**Electric-dipole lines of Mo⁴⁺: LS factors, mixing and core polarisation**

The table holds 25 electric-dipole lines of Mo⁴⁺ (reduced elements with and without core polarisation, wavelengths, rates and weighted oscillator strengths) from one relativistic B-spline CI+MBPT run with Breit and QED, length form and static RPA. The program compares line strengths with pure-LS angular factors scaled to one reference line per electron jump, sums strengths at fixed upper J, and derives term shares from purities and Landé factors of the same run. Core polarisation cuts the elements by 6.5–8.0 % for 4d–5p, 17.4–18.2 % for 4d–4f and 5.7 % for the one 5p–5d line. Single 4d5p lines reach up to 11 times their LS strength, while four sums at fixed J stay at 0.93–0.94 of the LS value. Rates and gf rebuilt from strength, J and wavelength agree within 0.10 %, which is a consistency check only.

Calculated values. Electric-dipole lines of Mo⁴⁺ (closed core [Ar] 3d¹⁰ 4s² 4p⁶) from B-spline many-body code 1: no-pair Dirac CI of two valence electrons in the frozen-core Dirac-Hartree-Fock potential, with screened core-valence correlation, Breit and QED (CI+MBPT). Elements are in length form; core polarisation is included by static RPA except in the column without it.

## Script

```python
# Table: electric-dipole lines of Mo4+ (reduced elements with/without core polarisation, wavelength,
# rate, gf), B-spline Dirac CI+MBPT, Breit, QED, length form, static RPA.
# Tested: cut by core polarisation per jump; pure-LS angular factors; sums at fixed J; rate scaling.
T = {
    'line_upper': ['4d5p 1D2', '4d5p 3D1', '4d5p 3D2', '4d4f 3F2', '4d4f 3F3', '4d5p 3D2', '4d5p 3F2', '4d5p 3F3', '4d4f 3F2', '4d4f 3F3', '4d4f 3F4', '4d5p 3F3', '4d5p 3D3', '4d5p 3F4', '4d4f 3F4', '4d5p 1D2', '4d5p 3D2', '4d5p 3F2', '4d5p 3P1', '4d5p 1P1', '4d5p 3P0', '4d5p 3P2', '4d5p 1F3', '4d4f 1G4', '4d5d 3G5'],
    'line_lower': ['4d2 3F2', '4d2 3F2', '4d2 3F2', '4d2 3F2', '4d2 3F2', '4d2 3F3', '4d2 3F3', '4d2 3F3', '4d2 3F3', '4d2 3F3', '4d2 3F3', '4d2 3F4', '4d2 3F4', '4d2 3F4', '4d2 3F4', '4d2 1D2', '4d2 1D2', '4d2 1D2', '4d2 1D2', '4d2 1D2', '4d2 3P1', '4d2 3P2', '4d2 1G4', '4d2 1G4', '4d5p 3F4'],
    'line_reduced_element': [0.8688, 1.362, 0.7813, 1.231, 0.6479, 1.188, 1.227, 1.29, 0.3857, 1.364, 0.6571, 1.039, 1.767, 1.426, 1.589, 1.115, 0.7242, 0.7035, 0.653, 0.7142, 0.719, 1.388, 2.49, 1.283, 5.4],  # a.u.
    'line_without_core_polarisation': [0.9428, 1.471, 0.8453, 1.503, 0.7857, 1.283, 1.322, 1.396, 0.4715, 1.663, 0.7955, 1.121, 1.902, 1.54, 1.934, 1.209, 0.7872, 0.7581, 0.7001, 0.7636, 0.7715, 1.491, 2.682, 1.557, 5.729],  # a.u.
    'line_wavelength': [67.49, 66.65, 66.01, 41.32, 41.23, 66.7, 66.29, 66.27, 41.59, 41.49, 41.37, 67.06, 66.28, 65.34, 41.67, 72.87, 71.15, 70.68, 67.95, 65.39, 68.54, 68.92, 69.2, 44.91, 120.6],  # nm
    'line_rate': [995000000.0, 4232000000.0, 860000000.0, 8702000000.0, 1734000000.0, 1928000000.0, 2096000000.0, 1655000000.0, 838000000.0, 7533000000.0, 1373000000.0, 1036000000.0, 3104000000.0, 1642000000.0, 7858000000.0, 1303000000.0, 590000000.0, 568000000.0, 918000000.0, 1232000000.0, 3253000000.0, 2384000000.0, 5415000000.0, 4091000000.0, 3059000000.0],  # s⁻¹
    'line_weighted_oscillator_strength': [0.3397, 0.8455, 0.2809, 1.114, 0.3093, 0.6431, 0.6905, 0.7627, 0.1086, 1.361, 0.3171, 0.4887, 1.431, 0.946, 1.841, 0.5186, 0.2239, 0.2127, 0.1906, 0.237, 0.2291, 0.8487, 2.721, 1.113, 7.342],
}
import numpy as np
from scipy import constants as C
from sympy.physics.wigner import wigner_6j as w6
U, Lo = T['line_upper'], T['line_lower']
d, d0, lam, A, gf = (np.array(T['line_' + k], float) for k in ['reduced_element',
    'without_core_polarisation', 'wavelength', 'rate', 'weighted_oscillator_strength'])
def term(x):
    t = x.split()[1]
    return (int(t[0]) - 1) // 2, 'SPDFG'.index(t[1]), int(t[2])
jump = {'4d5p': (2, 1, 2), '4d4f': (2, 3, 2), '4d5d': (1, 2, 1)}  # l lower, l upper, pair factor
def ang(u, l):
    (s2, L2, J2), (s, L, J) = term(u), term(l)
    if s != s2: return 0.0
    a, b, n = jump[u[:4]]
    return float(n*max(a, b)*(2*J+1)*(2*J2+1)*(2*L+1)*(2*L2+1)*(w6(L, J, s, J2, L2, 1)*w6(a, L, 2, L2, b, 1))**2)
ix = {(u, l): i for i, (u, l) in enumerate(zip(U, Lo))}
ref = {'4d5p': ix['4d5p 3F4', '4d2 3F4'], '4d4f': ix['4d4f 3F4', '4d2 3F4'], '4d5d': ix['4d5d 3G5', '4d5p 3F4']}
S, cut = d**2, 100*(1 - d/d0)
R2 = {k: S[i]/ang(U[i], Lo[i]) for k, i in ref.items()}
SL = np.array([ang(u, l)*R2[u[:4]] for u, l in zip(U, Lo)])
print('line | S a.u. | S pure LS | S/LS | element cut % | rate 1e9/s (ref = reference line)')
for i, (u, l) in enumerate(zip(U, Lo)):
    r = 'ref' if i in ref.values() else ('%.2f' % (S[i]/SL[i]) if SL[i] > 0 else 'spin change')
    print('%s - %s | %.3f | %.3f | %s | %.1f | %.3f' % (u, l, S[i], SL[i], r, cut[i], A[i]/1e9))
grp = {k: np.array([u[:4] == k for u in U]) for k in jump}
for k, m in grp.items():
    r1 = np.sqrt(R2[k]); r0 = r1*d0[ref[k]]/d[ref[k]]
    print('%s (%d lines): element cut %.1f-%.1f %%, mean S cut %.1f %%; radial integral %.2f -> %.2f bohr (drop %.3f)'
          % (k, m.sum(), cut[m].min(), cut[m].max(), 100*np.mean(1-(d[m]/d0[m])**2), r0, r1, r0-r1))
half = lambda x: np.where(x >= 1, 5e-4, 5e-5)/x
print('rounding: cut within %.2f points, S within %.2f %%' % (100*(half(d)+half(d0)).max(), 200*half(d).max()))
pc = C.physical_constants
w = C.h*C.c/(lam*1e-9)/pc['Hartree energy'][0]; g = np.array([2*term(u)[2]+1 for u in U])
eA = abs(4*C.alpha**3*w**3*S/(3*g)/pc['atomic unit of time'][0]/A - 1).max()
print('rate and gf rebuilt from S, J, wavelength: within %.2f %%, %.2f %%' % (100*eA, 100*abs(2*w*S/3/gf-1).max()))
sums = []
for l, J, ts in [('4d2 3F2', 2, '1D 3P 3D 3F'), ('4d2 3F3', 2, '1D 3P 3D 3F'), ('4d2 3F3', 3, '1F 3D 3F'), ('4d2 3F4', 3, '1F 3D 3F')]:
    us = ['4d5p %s%d' % (t, J) for t in ts.split()]; have = [u for u in us if (u, l) in ix]
    a, b = sum(S[ix[u, l]] for u in have), sum(ang(u, l) for u in us)*R2['4d5p']; sums.append(a/b)
    print('sum S 4d5p J=%d to %s: listed (%s) %.3f, LS %.3f, ratio %.2f' % (J, l, ' '.join(u[5:] for u in have), a, b, a/b))
gs = abs(pc['electron g factor'][0])
gL = lambda s, L, J: 1 + (gs-1)*(J*(J+1)+s*(s+1)-L*(L+1))/(2*J*(J+1))
gF, gD, gP = gL(1, 3, 2), gL(1, 2, 2), gL(1, 1, 2)
pu, gu, pl, gl, pF = 0.614, 0.89703, 0.784, 1.097, 0.984  # purities and g from the same run
fD, fP = (((1-pu)*x - (gu-pu))/(x-gF) for x in (gD, gP))
print('4d5p 1D2 from g and purity: 3F share %.2f (rest 3D) to %.2f (rest 3P)' % (fD, fP))
q = ((gl-pl) - (1-pl)*gF)/(gP-gF)
print('4d2 1D2 from g and purity: 3P share %.2f, 3F share %.2f (if no other term)' % (q, 1-pl-q))
am = np.sqrt(R2['4d5p']*np.array([fD*pF*ang('4d5p 3F2', '4d2 3F2'), (1-pu-fD)*pF*ang('4d5p 3D2', '4d2 3F2'), pu*(1-pF)*ang('4d5p 1D2', '4d2 1D2')]))
print('1D2-3F2 element: 3F %.2f, 3D %.2f, 1D at most %.2f; all same sign %.2f; table %.2f a.u.' % (*am, am.sum(), d[0]))
El = {'3F2': 0, '3F3': 1562.9, '3F4': 3345.21, '1D2': 10939.9, '3P1': 12648.1, '3P2': 14225.2, '1G4': 16697.2}  # same run, 1/cm
E = {u: np.mean([1e7/lam[i]+El[Lo[i][4:]] for i in range(len(U)) if U[i] == u]) for u in U if u[:4] != '4d5d'}
print('4d5p J=2, 1/cm (+-12): ' + ', '.join('%s %.0f' % (t, E['4d5p '+t]) for t in ['1D2', '3D2', '3F2', '3P2']))
print('4d5p gaps 1/cm: 3F2-3D2 %.0f, 3D3-3F3 %.0f, 3F4-3F2 %.0f; 4d4f 3F4-3F2 %.0f (+-40)' % (E['4d5p 3F2']-E['4d5p 3D2'],
      E['4d5p 3D3']-E['4d5p 3F3'], E['4d5p 3F4']-E['4d5p 3F2'], E['4d4f 3F4']-E['4d4f 3F2']))
for i, j in [(ref['4d4f'], ix['4d5p 3D3', '4d2 3F4']), (ref['4d5d'], ix['4d5p 3P0', '4d2 3P1'])]:
    print('%s over %s: S x%.2f, 1/(2J+1) x%.3f, 1/wavelength^3 x%.2f, rate x%.2f' % (U[i], U[j], S[i]/S[j], g[j]/g[i], (lam[j]/lam[i])**3, A[i]/A[j]))
e0, e1 = 137348., 148174.  # 4d5p 1D2 in CI and CI+MBPT, same run, 1/cm
print('4d5p 1D2 CI -> CI+MBPT: +%.0f 1/cm (%.1f %%), %.2f -> %.2f nm, cube factor %.2f' % (e1-e0, 100*(e1/e0-1), 1e7/e0, 1e7/e1, (e1/e0)**3))
assert cut.min() > 0 and cut[grp['4d4f']].min() > 2*cut[grp['4d5p']].max()
assert all(0.85 < x < 1.05 for x in sums) and eA < 0.01
k = ix['4d5p 3P0', '4d2 3P1']; assert 0.9 < S[k]/SL[k] < 1.1
```

Output:

```
line | S a.u. | S pure LS | S/LS | element cut % | rate 1e9/s (ref = reference line)
4d5p 1D2 - 4d2 3F2 | 0.755 | 0.000 | spin change | 7.8 | 0.995
4d5p 3D1 - 4d2 3F2 | 1.855 | 2.024 | 0.92 | 7.4 | 4.232
4d5p 3D2 - 4d2 3F2 | 0.610 | 0.375 | 1.63 | 7.6 | 0.860
4d4f 3F2 - 4d2 3F2 | 1.515 | 1.330 | 1.14 | 18.1 | 8.702
4d4f 3F3 - 4d2 3F2 | 0.420 | 0.166 | 2.52 | 17.5 | 1.734
4d5p 3D2 - 4d2 3F3 | 1.411 | 2.999 | 0.47 | 7.4 | 1.928
4d5p 3F2 - 4d2 3F3 | 1.506 | 0.134 | 11.24 | 7.2 | 2.096
4d5p 3F3 - 4d2 3F3 | 1.664 | 1.418 | 1.17 | 7.6 | 1.655
4d4f 3F2 - 4d2 3F3 | 0.149 | 0.166 | 0.89 | 18.2 | 0.838
4d4f 3F3 - 4d2 3F3 | 1.860 | 1.760 | 1.06 | 18.0 | 7.533
4d4f 3F4 - 4d2 3F3 | 0.432 | 0.168 | 2.57 | 17.4 | 1.373
4d5p 3F3 - 4d2 3F4 | 1.080 | 0.136 | 7.96 | 7.3 | 1.036
4d5p 3D3 - 4d2 3F4 | 3.122 | 4.338 | 0.72 | 7.1 | 3.104
4d5p 3F4 - 4d2 3F4 | 2.033 | 2.033 | ref | 7.4 | 1.642
4d4f 3F4 - 4d2 3F4 | 2.525 | 2.525 | ref | 17.8 | 7.858
4d5p 1D2 - 4d2 1D2 | 1.243 | 2.109 | 0.59 | 7.8 | 1.303
4d5p 3D2 - 4d2 1D2 | 0.524 | 0.000 | spin change | 8.0 | 0.590
4d5p 3F2 - 4d2 1D2 | 0.495 | 0.000 | spin change | 7.2 | 0.568
4d5p 3P1 - 4d2 1D2 | 0.426 | 0.000 | spin change | 6.7 | 0.918
4d5p 1P1 - 4d2 1D2 | 0.510 | 1.265 | 0.40 | 6.5 | 1.232
4d5p 3P0 - 4d2 3P1 | 0.517 | 0.542 | 0.95 | 6.8 | 3.253
4d5p 3P2 - 4d2 3P2 | 1.927 | 2.033 | 0.95 | 6.9 | 2.384
4d5p 1F3 - 4d2 1G4 | 6.200 | 6.507 | 0.95 | 7.2 | 5.415
4d4f 1G4 - 4d2 1G4 | 1.646 | 1.496 | 1.10 | 17.6 | 4.091
4d5d 3G5 - 4d5p 3F4 | 29.160 | 29.160 | ref | 5.7 | 3.059
4d5p (17 lines): element cut 6.5-8.0 %, mean S cut 14.0 %; radial integral 1.03 -> 0.95 bohr (drop 0.076)
4d4f (7 lines): element cut 17.4-18.2 %, mean S cut 32.4 %; radial integral 1.31 -> 1.08 bohr (drop 0.234)
4d5d (1 lines): element cut 5.7-5.7 %, mean S cut 11.2 %; radial integral 2.73 -> 2.57 bohr (drop 0.157)
rounding: cut within 0.09 points, S within 0.10 %
rate and gf rebuilt from S, J, wavelength: within 0.10 %, 0.09 %
sum S 4d5p J=2 to 4d2 3F2: listed (1D2 3D2) 1.365, LS 1.446, ratio 0.94
sum S 4d5p J=2 to 4d2 3F3: listed (3D2 3F2) 2.917, LS 3.133, ratio 0.93
sum S 4d5p J=3 to 4d2 3F3: listed (3F3) 1.664, LS 1.792, ratio 0.93
sum S 4d5p J=3 to 4d2 3F4: listed (3D3 3F3) 4.202, LS 4.474, ratio 0.94
4d5p 1D2 from g and purity: 3F share 0.33 (rest 3D) to 0.35 (rest 3P)
4d2 1D2 from g and purity: 3P share 0.20, 3F share 0.01 (if no other term)
1D2-3F2 element: 3F 0.59, 3D 0.14, 1D at most 0.14; all same sign 0.88; table 0.87 a.u.
4d5p J=2, 1/cm (+-12): 1D2 148170, 3D2 151489, 3F2 152419, 3P2 159321
4d5p gaps 1/cm: 3F2-3D2 930, 3D3-3F3 1757, 3F4-3F2 3972; 4d4f 3F4-3F2 1296 (+-40)
4d4f 3F4 over 4d5p 3D3: S x0.81, 1/(2J+1) x0.778, 1/wavelength^3 x4.02, rate x2.53
4d5d 3G5 over 4d5p 3P0: S x56.41, 1/(2J+1) x0.091, 1/wavelength^3 x0.18, rate x0.94
4d5p 1D2 CI -> CI+MBPT: +10826 1/cm (7.9 %), 72.81 -> 67.49 nm, cube factor 1.26
```
